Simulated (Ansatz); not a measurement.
Phonon-limited resistivity of W (computed with Ansatz 0.2.0)

Space group Im-3m (No. 229), 1 atom in the cell of the first input below: a = 2.731 Å, b = 2.731 Å, c = 2.731 Å, α = 109.47°, β = 109.47°, γ = 109.47°.

The cell was built from a prototype of a structure type listed for this element, relaxed without spin–orbit coupling to zero pressure (pressure 0.0 GPa with this functional, without spin–orbit coupling). Functional: PBEsol.

Input:

```yaml
crystal:
  lattice:
    - [-1.5765225432, 1.5765225432, 1.5765225432]
    - [1.5765225432, -1.5765225432, 1.5765225432]
    - [1.5765225432, 1.5765225432, -1.5765225432]
  atoms:
    - { symbol: W, position: [0.0, 0.0, 0.0] }
basis:
  ecutwfc: 420
  ecutrho_ratio: 4
kpoints:
  mp_grid: { grid: [18, 18, 18] }
hamiltonian:
  xc: pbesol
scf:
  occupations: { method: methfessel_paxton, width: 0.2 }
output: {}
phonons:
  supercell: [3, 3, 3]
  qpath:
    path:
      - [[0.0, 0.0, 0.0], [0.5, -0.5, 0.5], [0.0, 0.0, 0.5], [0.0, 0.0, 0.0], [0.25, 0.25, 0.25], [0.5, -0.5, 0.5]]
      - [[0.25, 0.25, 0.25], [0.0, 0.0, 0.5]]
    npoints: 6
  electrical_resistivity: { mesh: [36, 36, 36], temperatures: [50, 100, 200, 300, 500] }
  superconductivity: { mesh: [36, 36, 36], eliashberg_equations: false }
```

```bash
ansatz run input.yaml --threads 8 --pin off --max-ram 15360MiB --backend cpu --events-out ev --progress --plain --runs-dir out
```

Time: 2.7 min on 8 threads of Arm Neoverse V2 (shared host), peak memory 6.6 GiB.

λ_tr,xx from the finest mesh down: 0.297, 0.307, 0.388. The next coarser mesh moves the resistivity at 300 K by 9 % along the axis that moves most.

The run gives λ_tr,xx = 0.297 and a Drude plasma energy ħω_p,xx = 7.88 eV.

Q: Estimate the resistivity along x at 300 K from the high-temperature formula.

A: ħ/τ = 2π λ_tr k_B T = 0.0482 eV and ρ = 1/(ε0 ω_p² τ) = 5.77 μΩ cm. The Boltzmann solution gives 5.20 μΩ cm, so the estimate is 11 % high.

```json
{"T (K)": "50", "ρ_xx (μΩ cm)": "0.15", "ρ_zz (μΩ cm)": "0.15", "formula, xx": "0.96", "R_H, field along x, y or z (10⁻¹¹ m³/C)": "8.81"}
{"T (K)": "100", "ρ_xx (μΩ cm)": "1.09", "ρ_zz (μΩ cm)": "1.09", "formula, xx": "1.92", "R_H, field along x, y or z (10⁻¹¹ m³/C)": "12.5"}
{"T (K)": "200", "ρ_xx (μΩ cm)": "3.24", "ρ_zz (μΩ cm)": "3.24", "formula, xx": "3.85", "R_H, field along x, y or z (10⁻¹¹ m³/C)": "13.5"}
{"T (K)": "300", "ρ_xx (μΩ cm)": "5.20", "ρ_zz (μΩ cm)": "5.20", "formula, xx": "5.77", "R_H, field along x, y or z (10⁻¹¹ m³/C)": "13.7"}
{"T (K)": "500", "ρ_xx (μΩ cm)": "8.95", "ρ_zz (μΩ cm)": "8.95", "formula, xx": "9.62", "R_H, field along x, y or z (10⁻¹¹ m³/C)": "14.2"}
```

At 300 K the next coarser mesh moves R_H by up to 4 %.

At 50 K the solution is 0.16 times the linear formula, and at 500 K 0.93 times. The formula is meant for temperatures above the phonon energies and for bands that vary little within k_B T.

Caveats: no spin-orbit coupling, which matters for these elements; not converged in the fine mesh; small supercell, couplings not converged in it.

The resistivity rises from 0.15 μΩ cm at 50 K to 8.95 μΩ cm at 500 K, approaching the linear formula from below. On cooling, the phonons that scatter electrons through large angles freeze out, and the long-wavelength ones that remain relax the current poorly. The classical formula keeps all modes fully excited and so overestimates most at 50 K. The equality of ρ_xx and ρ_zz is required by cubic symmetry.

The positive Hall coefficient fits tungsten's character as a compensated metal in which hole sheets outweigh electron sheets in the Hall response; it is therefore no measure of carrier density. A uniform relaxation time would cancel from it, so its growth on warming, steep at first and then nearly flat, suggests that scattering is redistributed over the Fermi surface until all modes are thermally populated.

The room-temperature resistivity lies near the measured value, but this doesn't validate λ_tr separately, since the resistivity also depends on the plasma energy.
